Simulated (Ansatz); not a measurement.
## Ta: energy change per atom and pressure as volume scale varies

All results are calculated (Ansatz 0.2.0). Plane-wave DFT, scalar-relativistic PAW made under PBE with cores redone for the functional, no dispersion; the given relaxed cell is scaled uniformly, energy at zero smearing counts from the unscaled cell, pressure at the given Fermi-Dirac smearing is positive in compression.

The cell before it is scaled or strained (space group Im-3m, No. 229):
```
Ta
1.0
     -1.6703     1.6703     1.6703
      1.6703    -1.6703     1.6703
      1.6703     1.6703    -1.6703
Ta
1
Direct
  0.00000 0.00000 0.00000
```

Settings of every row: spin polarised no; functional RPBE; wave cutoff 420 eV; smearing width 0.1 eV; k mesh 22x22x22.

Atom starting moment: 0 on all atoms.

Limits: no spin-orbit coupling, which can matter with elements this heavy.

| row | volume scale | V (Å³/atom) | energy change per atom (meV) | pressure (GPa) |
| --- | --- | --- | --- | --- |
| 1 | 0.88 | 16.403 | 186.61 | 30.03 |
| 2 | 0.92 | 17.149 | 76.79 | 18.04 |
| 3 | 0.96 | 17.894 | 17.47 | 8.15 |
| 4 | 1.04 | 19.385 | 17.35 | -6.86 |
| 5 | 1.08 | 20.131 | ? | ? |
| 6 | 1.12 | 20.877 | 133.73 | -17.1 |

Question: what energy change per atom and pressure should row 5 give?

Worked fit of energy change per atom. Take u = (V_r/V)^(2/3) − 1 with V_r = 17.894 Å³ an atom, which is twice the finite (Eulerian) strain; such expansions in the strain, on which the Birch-Murnaghan equation of state is built, carry the rest volume and the bulk modulus. The shown rows have u = 0.05972, 0.02876, 0, -0.05196, -0.09768. Least squares give energy change per atom = 17.199 + 1313.62 × u + 25626.8 × u² meV; a straight line predicts inner rows, each left out in turn, worse (root mean square 73 against 1 meV). The rows lie off it by -0.44, 0.61, 0.27, -0.78, 0.33 (root mean square 0.52 meV). The withheld row has u = -0.07553, so the fit gives 17.199 + 1313.62 × (-0.07553) + 25626.8 × (-0.07553)² = 64.18 meV.

The calculation gave 63.62 meV. The fit lies 0.56 meV (0.33 % of the column's range) above it; its largest miss of a shown row is 0.78 meV.

Worked fit of pressure. Take u = (V_r/V)^(2/3) − 1 with V_r = 17.894 Å³ an atom, which is twice the finite (Eulerian) strain; such expansions in the strain, on which the Birch-Murnaghan equation of state is built, carry the rest volume and the bulk modulus. The shown rows have u = 0.05972, 0.02876, 0, -0.05196, -0.09768. Least squares give pressure = 8.157 + 325.13 × u + 682.9 × u² GPa; a straight line predicts inner rows, each left out in turn, worse (root mean square 1.9 against 0.045 GPa). The rows lie off it by 0.02, -0.03, -0.01, 0.03, -0.01. The pressure vanishes at u = -0.0266, or V = 18.63 Å³ an atom, and there the bulk modulus at fixed shape and fractions is B = −V dP/dV = (2/3)(1 + u) dP/du = 187 GPa. The withheld row has u = -0.07553, so the fit gives 8.157 + 325.13 × (-0.07553) + 682.9 × (-0.07553)² = -12.50 GPa.

The calculation gave -12.47 GPa. The fit lies 0.03 GPa (0.064 % of the column's range) below it; its largest miss of a shown row is 0.03 GPa.
